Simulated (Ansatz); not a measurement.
Ligand exchange: Si(CH3)3Cl + C2Cl2F4 → Si(CH3)3F + C2Cl3F3

Species: Si(CH3)3Cl, singlet; C2Cl2F4 (dichlorotetrafluoroethane) `FC(F)(Cl)C(F)(F)Cl`, singlet; Si(CH3)3F (trimethylsilyl fluoride), singlet; C2Cl3F3 `FC(F)(Cl)C(F)(Cl)Cl`, singlet. The partners trade Cl for F: Si–Cl and C–F bonds give way to Si–F and C–Cl.

Shapes, held fixed at every level: PBE0-D4/def2-TZVP. Flexible molecules stand in one conformer, not always the lowest. Programs: Ansatz 0.2.0. The zero-point and thermal change to 298 K, harmonic and unscaled (PBE0-D4/def2-TZVP), is -2.3 kJ/mol.

Estimate ΔH(298 K) of this reaction.

The highest level, CCSD(T)/CBS estimate, gives ΔH(298 K) = -22.2 kJ/mol; the levels span -22.2 to +1.3. They disagree on the sign: 1 of 8 are positive. The column of differences is taken from that level and isn't an error. No measured value is set beside it here. The CBS estimate extrapolates MP2 from def2-TZVPP and def2-QZVPP and adds CCSD(T) − MP2 in the triple-zeta set, cores frozen.

| level | kind | ΔH(298 K) (kJ/mol) | less CCSD(T)/CBS estimate |
| --- | --- | --- | --- |
| HF/def2-TZVPP | Hartree–Fock | -1.2 | +21.0 |
| B3LYP-D4/def2-TZVPP | global hybrid | -16.3 | +5.9 |
| BHLYP-D4/def2-TZVPP | global hybrid | -12.1 | +10.1 |
| PBE0-D4/def2-TZVPP | global hybrid | -8.2 | +14.0 |
| wB97X-V/def2-TZVPP | range-separated hybrid | -11.6 | +10.6 |
| B2PLYP/def2-TZVPP | double hybrid | -18.1 | +4.1 |
| CCSD(T)/def2-SVP | coupled cluster or CI | +1.3 | +23.5 |
| CCSD(T)/CBS estimate | coupled cluster or CI | -22.2 | 0.0 |

The exchange is most likely modestly exothermic, with the best estimate at -22.2 kJ/mol. Silicon gains more than carbon from holding fluorine instead of chlorine: the Si–F bond is short, strongly polar and reinforced by donation from fluorine lone pairs into σ* orbitals on silicon. The gain is largely offset because the carbon giving up fluorine belongs to a CF2Cl group, where geminal fluorines strengthen one another's bonds.

The only positive value comes from coupled cluster in the split-valence basis. The same treatment near the basis limit reverses the sign, so the disagreement reflects an inadequate description of the polar bonds, probably at fluorine and silicon above all, and is no real case for an endothermic reaction. Hartree–Fock is almost thermoneutral, and its negative sign comes only from the thermal term, which suggests that electron correlation favours the products. The share of exact exchange alone doesn't order the hybrids, since PBE0 is less exothermic than BHLYP. A favourable enthalpy doesn't imply a facile exchange, as unactivated C–F bonds are kinetically inert.
